# Cold magnetised dielectric tensor with collisions; Pedersen and Hall conductivity

A static magnetic field makes the electron response anisotropic: free along $\mathbf B$, impeded across it, and turned sideways. This page derives that response for a weakly ionised gas and applies it to a magnetically enhanced CF$_4$ etcher (MERIE).

## Conventions and premises

SI units in formulas; $T_e$ in volts. $\mathbf B=B\hat{\mathbf z}$ with $B>0$. The electron has charge $-e$, mass $m$ and density $n$. Oscillating quantities are real parts of complex amplitudes times $e^{-i\omega t}$, $\omega>0$. We define

$$\omega_c=\frac{eB}{m}>0,\qquad \omega_p^2=\frac{ne^2}{\varepsilon_0 m},\qquad \sigma_0=\frac{ne^2}{m\nu},\qquad \beta=\frac{\omega_c}{\nu}.$$

Premises:

1. **Uniform background.** $n$ and $\mathbf B$ are constant in space and time.
2. **Cold (local) response.** The electron pressure gradient is dropped.
3. **Linear response.** The convective term $(\mathbf u\cdot\nabla)\mathbf u$ and the force from the oscillating magnetic field are products of two small amplitudes and are dropped. The field does not modulate $\nu$.
4. **One collision frequency.** Electrons lose directed momentum to gas molecules at rest at a rate $\nu=n_gk_m$ independent of speed; $n_g$ is the gas density and $k_m$ the momentum-transfer rate coefficient, inelastic collisions included.
5. **Electrons only.** Ions are treated as fixed.

Step 6 relaxes premise 4; the validity section sizes the rest.

## Step 1. Equation of motion

Multiply the Boltzmann equation by $m\mathbf v$ and integrate over velocity. The force term gives $-en(\mathbf E+\mathbf u\times\mathbf B)$, with $\mathbf u$ the mean velocity. The collision term gives $-m\int\nu\,\mathbf v f\,d^3v$, which equals $-mn\nu\mathbf u$ by premise 4. With premises 1–3,

$$m\frac{\partial\mathbf u}{\partial t}=-e(\mathbf E+\mathbf u\times\mathbf B)-m\nu\mathbf u .$$

Put $\partial_t\to-i\omega$ and use $\mathbf u\times\hat{\mathbf z}=(u_y,-u_x,0)$:

$$\begin{pmatrix}\nu-i\omega&\omega_c&0\\-\omega_c&\nu-i\omega&0\\0&0&\nu-i\omega\end{pmatrix}\mathbf u=-\frac em\mathbf E. \tag{1}$$

## Step 2. Rotating components

The problem is symmetric under rotation about $\hat{\mathbf z}$, so circular components decouple. Take

$$\hat{\mathbf e}_R=\frac{\hat{\mathbf x}+i\hat{\mathbf y}}{\sqrt2},\quad \hat{\mathbf e}_L=\frac{\hat{\mathbf x}-i\hat{\mathbf y}}{\sqrt2},\quad E_{R}=\frac{E_x-iE_y}{\sqrt2},\quad E_{L}=\frac{E_x+iE_y}{\sqrt2},$$

so that $\mathbf E=E_R\hat{\mathbf e}_R+E_L\hat{\mathbf e}_L+E_z\hat{\mathbf z}$, and likewise for $\mathbf u$. The real part of $\hat{\mathbf e}_Re^{-i\omega t}$ is proportional to $(\cos\omega t,\sin\omega t)$: it turns right-handed about $\mathbf B$.

Row 1 minus $i$ times row 2 of (1) contains $\omega_c(u_y+iu_x)=i\omega_c(u_x-iu_y)$. Row 1 plus $i$ times row 2 contains $\omega_c(u_y-iu_x)=-i\omega_c(u_x+iu_y)$. Hence

$$[\nu-i(\omega-\omega_c)]u_R=-\frac emE_R,\qquad[\nu-i(\omega+\omega_c)]u_L=-\frac emE_L,\qquad[\nu-i\omega]u_z=-\frac emE_z .$$

For $\nu=0$ and $\mathbf E=0$ the first equation has a solution at $\omega=\omega_c$. Free electrons therefore gyrate in the $R$ sense, and only the $R$ component can resonate. With $\mathbf J=-en\mathbf u$,

$$\sigma_{R}=\frac{ne^2/m}{\nu-i(\omega-\omega_c)},\qquad\sigma_{L}=\frac{ne^2/m}{\nu-i(\omega+\omega_c)},\qquad\sigma_\parallel=\frac{ne^2/m}{\nu-i\omega}. \tag{2}$$

## Step 3. Dielectric tensor

Ampère's law reads $\nabla\times\mathbf H=\mathbf J-i\omega\varepsilon_0\mathbf E\equiv-i\omega\varepsilon_0\,\boldsymbol\epsilon\,\mathbf E$, which defines $\boldsymbol\epsilon=\mathbf 1+i\boldsymbol\sigma/(\varepsilon_0\omega)$. For any real $a$, $i/(\nu-ia)=-1/(a+i\nu)$. The three eigenvalues, in Stix's notation, are

$$\boxed{R,L=1-\frac{\omega_p^2}{\omega(\omega+i\nu\mp\omega_c)},\qquad P=1-\frac{\omega_p^2}{\omega(\omega+i\nu)}}\tag{3}$$

with the upper sign for $R$. Collisions shift $\omega\to\omega+i\nu$ only in the factor that comes from the equation of motion; the prefactor $1/\omega$ comes from the displacement current and stays real.

Return to Cartesian axes. The $x$ component of $RE_R\hat{\mathbf e}_R+LE_L\hat{\mathbf e}_L$ is $\tfrac12[R(E_x-iE_y)+L(E_x+iE_y)]$, and the $y$ component is $\tfrac i2[R(E_x-iE_y)-L(E_x+iE_y)]$. Collecting terms with $S=(R+L)/2$ and $D=(R-L)/2$,

$$\boldsymbol\epsilon=\begin{pmatrix}S&-iD&0\\iD&S&0\\0&0&P\end{pmatrix},\quad S=1-\frac{\omega_p^2}{\omega}\frac{\omega+i\nu}{(\omega+i\nu)^2-\omega_c^2},\quad D=-\frac{\omega_p^2}{\omega}\frac{\omega_c}{(\omega+i\nu)^2-\omega_c^2}.\tag{4}$$

The same algebra gives $\sigma_{xx}=\sigma_{yy}=(\sigma_R+\sigma_L)/2$ and $\sigma_{yx}=-\sigma_{xy}=i(\sigma_R-\sigma_L)/2$. For $B\to0$, $R=L=S=P$ and $D=0$. For $\nu\to0$, $S$, $D$ and $P$ are real and $\boldsymbol\epsilon$ is Hermitian, so nothing is absorbed away from $\omega=\omega_c$. The convention $e^{+j\omega t}$, common in RF engineering, follows from $i\to-j$ throughout.

## Step 4. DC limit

As $\omega\to0$, $\boldsymbol\epsilon$ diverges as $1/\omega$ while $\boldsymbol\sigma$ stays finite. From (2), $\sigma_{R,L}=\sigma_0/(1\pm i\beta)=\sigma_0(1\mp i\beta)/(1+\beta^2)$. Then $\sigma_{xx}=\sigma_0/(1+\beta^2)$ and $\sigma_{yx}=\tfrac i2(-2i\beta)\sigma_0/(1+\beta^2)=\beta\sigma_0/(1+\beta^2)$. So

$$\boxed{\mathbf J=\sigma_0E_z\hat{\mathbf z}+\sigma_P\mathbf E_\perp+\sigma_H\,\hat{\mathbf z}\times\mathbf E,\qquad\sigma_P=\frac{\sigma_0}{1+\beta^2},\qquad\sigma_H=\beta\sigma_P}\tag{5}$$

$\sigma_P$ is the Pedersen and $\sigma_H$ the Hall conductivity. For $\mathbf E\perp\mathbf B$ the current is turned from $\mathbf E$ by the Hall angle $\arctan\beta$. Since $\sigma_0=\beta\,ne/B$,

$$\sigma_P=\frac{ne}{B}\frac{\beta}{1+\beta^2},\qquad\sigma_H=\frac{ne}{B}\frac{\beta^2}{1+\beta^2}.$$

For $\beta\gg1$, $\sigma_H\to ne/B$: electrons drift at $\mathbf E\times\mathbf B/B^2$, and their negative charge makes the current point along $\hat{\mathbf z}\times\mathbf E$, which fixes the sign in (5). In the same limit $\sigma_P\propto\nu$: collisions enable cross-field current. At fixed $n$ and $B$, $\sigma_P$ peaks at $\beta=1$, where it equals $ne/2B$.

**Boundary conditions decide what is seen.** Equation (1) with $\mathbf u=-\mathbf J/ne$ is the resistivity form:

$$E_x=\frac{m(\nu-i\omega)}{ne^2}J_x+\frac{B}{ne}J_y,\qquad E_y=-\frac{B}{ne}J_x+\frac{m(\nu-i\omega)}{ne^2}J_y .$$

If the Hall current is blocked ($J_y=0$), a Hall field $E_y=-BJ_x/ne$ builds up and $E_x/J_x$ does not depend on $B$. If instead $E_y=0$, the second equation gives $J_y=\omega_cJ_x/(\nu-i\omega)$, and the first gives

$$\frac{E_x}{J_x}=\frac1{\sigma_{xx}}=\frac{m}{ne^2}Z,\quad Z=\nu-i\omega+\frac{\omega_c^2}{\nu-i\omega},\quad \mathrm{Re}\,\frac1{\sigma_{xx}}=\frac1{\sigma_0}\left[1+\frac{\omega_c^2}{\nu^2+\omega^2}\right].\tag{6}$$

The bracket is $1+\beta^2$ at DC, in accord with (5).

## Step 5. Absorbed power and cyclotron resonance

The cycle-averaged power density is $p=\tfrac12\mathrm{Re}(\mathbf E^*\cdot\mathbf J)$. The vectors $\hat{\mathbf e}_R,\hat{\mathbf e}_L,\hat{\mathbf z}$ are orthonormal under the Hermitian product, so there are no cross terms:

$$p=\tfrac12\left[\mathrm{Re}\,\sigma_R|E_R|^2+\mathrm{Re}\,\sigma_L|E_L|^2+\mathrm{Re}\,\sigma_\parallel|E_z|^2\right].$$

Each real part is positive, as a passive medium requires. A linear field $E_0\cos\omega t\,\hat{\mathbf x}$ across $\mathbf B$ has $|E_R|^2=|E_L|^2=E_0^2/2$, so

$$p=\frac{ne^2E_0^2}{4m}\left[\frac{\nu}{\nu^2+(\omega-\omega_c)^2}+\frac{\nu}{\nu^2+(\omega+\omega_c)^2}\right].\tag{7}$$

The first term is a Lorentzian of full width $2\nu$ at half maximum. At $\omega=\omega_c$,

$$\boxed{p_{\rm res}=\frac{ne^2E_0^2}{4m\nu}\left[1+\frac{1}{1+4\beta^2}\right]\;\xrightarrow{\ \beta\gg1\ }\;\frac{ne^2E_0^2}{4m\nu}}\tag{8}$$

The limit is half the DC value $\sigma_0E_0^2/2$ of an unmagnetised plasma at the same rms field. In the frame turning with the electrons the $R$ half of the field is static and meets the full $\sigma_0$, while the $L$ half turns at $2\omega_c$ and does little work. For $\beta\to0$ the bracket tends to 2 and the unmagnetised value returns.

$E_0$ in (7) and (8) is the field *inside* the plasma. If the circuit fixes the electron current amplitude $J_x$ with $E_y=0$, then $p=\tfrac12|J_x|^2\,\mathrm{Re}(1/\sigma_{xx})$, and (6) falls monotonically with $\omega$: the rise of $\sigma_{xx}$ at $\omega_c$ lowers $E_0$, and no peak appears.

## Step 6. When $\nu$ depends on speed

Write $f=f_0(v)+\hat{\mathbf v}\cdot\mathbf g(v)$ with $f_0$ isotropic and $\mathbf g$ linear in $\mathbf E$. Scattering from heavy molecules with little energy loss damps the anisotropic part at the rate $\nu(v)$. The electric term of the Boltzmann equation is $-(e/m)\mathbf E\cdot\hat{\mathbf v}\,f_0'$. The magnetic term vanishes on $f_0$, and $(\mathbf v\times\mathbf B)\cdot\nabla_v(\hat{\mathbf v}\cdot\mathbf g)=\hat{\mathbf v}\cdot(\mathbf B\times\mathbf g)$. Therefore

$$(\nu(v)-i\omega)\mathbf g+\frac em\mathbf g\times\mathbf B=\frac em\mathbf E f_0',$$

which is (1) for each speed shell. The angular average $\langle\hat v_i\hat v_j\rangle=\delta_{ij}/3$ gives $\mathbf J=-\tfrac{4\pi e}{3}\int v^3\mathbf g\,dv$, so every conductivity in (2) is replaced by its average

$$\langle A\rangle=-\frac{4\pi}{3n}\int_0^\infty A(v)\,v^3f_0'\,dv=\frac{4}{3\sqrt\pi}\int_0^\infty A\,x^{3/2}e^{-x}dx ,$$

the last form for a Maxwellian with $x=mv^2/2eT_e$. Integration by parts gives $\langle1\rangle=1$, so constant $\nu$ returns (2) exactly. For $\beta\gg1$, $\sigma_P$ depends on $\langle\nu\rangle$, whereas $\sigma_0$ and $p_{\rm res}$ depend on $\langle1/\nu\rangle$. For a constant cross section, $\nu\propto x^{1/2}$ and

$$\langle\nu\rangle\langle1/\nu\rangle=\frac{\Gamma(3)\Gamma(2)}{\Gamma(5/2)^2}=\frac{32}{9\pi}=1.13 .$$

One value of $\nu$ thus cannot serve both: if $\nu\equiv\langle\nu\rangle$, then $\sigma_0$ and the resonant term of $p_{\rm res}$ are 13 % larger than the one-frequency formulas give.

## Range of validity

- **Locality at RF.** Restore an isothermal pressure for a variation $e^{ikx}$ with $E_y=0$. Continuity gives $\delta n=knu_x/\omega$, the force per mass is $-ikv_{th}^2\,\delta n/n$ with $v_{th}^2=eT_e/m$, and $Z\to Z+ik^2v_{th}^2/\omega$. The cold result needs $\eta\equiv k^2v_{th}^2/(\omega|Z|)\ll1$, and also $kr_L\ll1$ with $r_L=v_{th}/\omega_c$.
- **DC.** $\eta$ diverges as $\omega\to0$. The ambipolar field is of order $T_e$ over the density scale length, so the pressure force is as large as the electric one. Equation (5) survives with $\mathbf E\to\mathbf E+\nabla(nT_e)/n$; read it as a mobility tensor.
- **Resonance.** The Doppler width $k_\parallel v_{th}$ and the variation of $\omega_c$ over the heated region must stay below $\nu$.
- **Sheaths.** There $n$ changes over distances set by the Debye length and within one RF cycle; premises 1–3 fail, and heating by the moving sheath edge is outside the model.
- **Collisions.** The two-term form of Step 6 is known to be strained in CF$_4$, where vibrational excitation is strong near the low-energy minimum of the elastic cross section.
- **Other species.** Each ion species $s$ adds its own terms to (2) with $m\to M_s$, its own $n_s$ and $\nu_s$, and $\omega_c\to-q_sB/M_s$.
- **Fluctuations.** Drift instabilities can carry cross-field flux beyond $\sigma_P$.

## Illustration: CF$_4$ MERIE at 50 G and 37.5 mTorr

The field is 5 mT (50 G), parallel to the wafer; the pressure is 5 Pa (37.5 mTorr). The RF field is along the wafer normal $x$, across $\mathbf B$. Assumed inputs, typical of such tools: gas at 300 K, $k_m=\langle\sigma_mv\rangle\approx1\times10^{-7}$ cm$^3$/s ($\sigma_m$ the momentum-transfer cross section), $n\approx1\times10^{10}$ cm$^{-3}$, $T_e\approx3$ eV, drive at 13.56 MHz, gap $d=2.5$ cm, RF current amplitude 5 mA/cm$^2$. All results are the model's, computed from unrounded intermediates. The value of $k_m$ is uncertain by tens of per cent, and gas heating at fixed pressure lowers $\nu$ as $1/T_g$.

**Rates.** $n_g=p_g/k_BT_g=1.21\times10^{15}$ cm$^{-3}$, $\nu=1.2\times10^8$ s$^{-1}$, $\omega_c=8.79\times10^8$ s$^{-1}$ (140 MHz), $\omega_p=5.6\times10^9$ s$^{-1}$ (0.90 GHz), $\omega=8.52\times10^7$ s$^{-1}$. So $\beta=7.3$; $\beta=1$ would need 36 Pa.

**DC.** $\sigma_0=2.3$ S/m, $1+\beta^2=54$, $\sigma_P=0.043$ S/m, $\sigma_H=0.31$ S/m (its limit is $ne/B=0.32$ S/m), Hall angle 82°. The Pedersen mobility $\mu_P=\sigma_P/ne$ is 27 m$^2$/(V s).

**Tensor at 13.56 MHz.**

| | Re | Im |
|---|---|---|
| $R$ | $4.6\times10^2$ | 70 |
| $L$ | $-3.8\times10^2$ | 48 |
| $S$ | 40 | 59 |
| $D$ | $4.2\times10^2$ | 11 |
| $P$ | $-1.5\times10^3$ | $2.1\times10^3$ |

Along $\mathbf B$ the bulk is inductive ($\mathrm{Re}\,P<0$); across it, capacitive ($\mathrm{Re}\,S>1$).

**Bulk heating.** Far from the edge of wide metal electrodes the fields depend on $x$ only, and in the electrostatic limit $E_y$ is constant in $x$ and zero on the metal. The total current is $J_T=-i\omega\varepsilon_0SE_x$, so $|E_x|=J_T/(\omega\varepsilon_0|S|)$ and $p=\tfrac12\omega\varepsilon_0\,\mathrm{Im}S\,|E_x|^2$. With $|S|=71$: $|E_x|=9.3$ V/cm and $p=19$ mW/cm$^3$. At $B=0$, $S\to P$ and $p=0.54$ mW/cm$^3$. The ratio is 35.8; the bracket of (6), which omits the vacuum displacement current, gives 36.4. The Hall current is $|J_y|=J_T|D|/|S|$, 5.9 times $J_T$ or 30 mA/cm$^2$. Its drift speed $1.8\times10^5$ m/s carries 0.097 eV, small against $T_e$, as premise 3 needs.

**Resonance.** At 140 MHz an internal linear field of 1 V/cm gives $ne^2E_0^2/4m\nu=5.8$ mW/cm$^3$. The $L$ term of (8) adds 0.47 %, and the full width is 38 MHz, or 14 G at fixed frequency. At fixed current the bracket of (6) is only 2.0. The 13.56 MHz drive resonates at 4.8 G, where $\beta=0.71$ and the $L$ term adds 33 %, so the limiting form of (8) does not hold there.

**Size of what was dropped.**

- Lengths: $v_{th}=7.3\times10^5$ m/s, $r_L=0.83$ mm, mean free path $v_{th}/\nu=6.0$ mm, Debye length $(\varepsilon_0T_e/ne)^{1/2}=0.13$ mm. With $k=\pi/d$, $\eta=0.02$ at 50 G but 0.66 at $B=0$.
- Induction: with $k_0=\omega/c$, the wave equation $-E_y''\simeq ik_0^2DE_x$ and $E_y=0$ on both plates gives a peak $|E_y/E_x|=k_0^2|D|d^2/8$. Its share of $J_T$, larger by $|D|/|S|$, is 1.6 %.
- Speed dependence: for a constant cross section $\sigma_P$ shifts by less than 1 %, $\sigma_0$ by 13 %.
- Ions: CF$_4$ is electronegative. Take, for illustration, CF$_3^+$ (69 u) at $2n$ and F$^-$ (19 u) at $n$, each with a typical reduced mobility of about 1 cm$^2$/(V s), referred to the gas density at 273.15 K and 1 atm. Scaled by $1/n_g$ this is $\mu_i=2.2$ m$^2$/(V s), with $\beta_i=\mu_iB=0.011$: ions are unmagnetised. At DC they add $3\mu_i/\mu_P=25$ % to $\sigma_P$, and more at higher electronegativity. At 13.56 MHz their term in $S$ is at most $\sum_s n_se^2/(\varepsilon_0M_s\omega^2)=0.20$, negligible against 71.
- Coulomb collisions: the approximate rate $2.9\times10^{-6}\,n_i\ln\Lambda\,T_e^{-3/2}$ s$^{-1}$ ($n_i$ in cm$^{-3}$, $T_e$ in eV), with $n_i=3n$ and $\ln\Lambda\approx12$, is $2\times10^5$ s$^{-1}$, far below $\nu$.
- Fluctuations: the empirical Bohm mobility $1/16B$ is 12.5 m$^2$/(V s), or 0.46 of $\mu_P$.

The model's $\sigma_P$ is therefore a low estimate: these ions plus Bohm-level transport would raise the DC cross-field conductivity by a factor 1.7. The model's heating ratio of about 36 holds at fixed $n$ and $J_T$ for bulk ohmic heating alone, and overstates the gain of a real tool. Its $B=0$ baseline is not local ($\eta=0.66$) and lacks sheath heating, and a Hall field near the electrode edge removes part of the magnetoresistance. As typical experience, a field of this size raises the plasma density of a MERIE by a factor of a few rather than tens, and lowers the self-bias.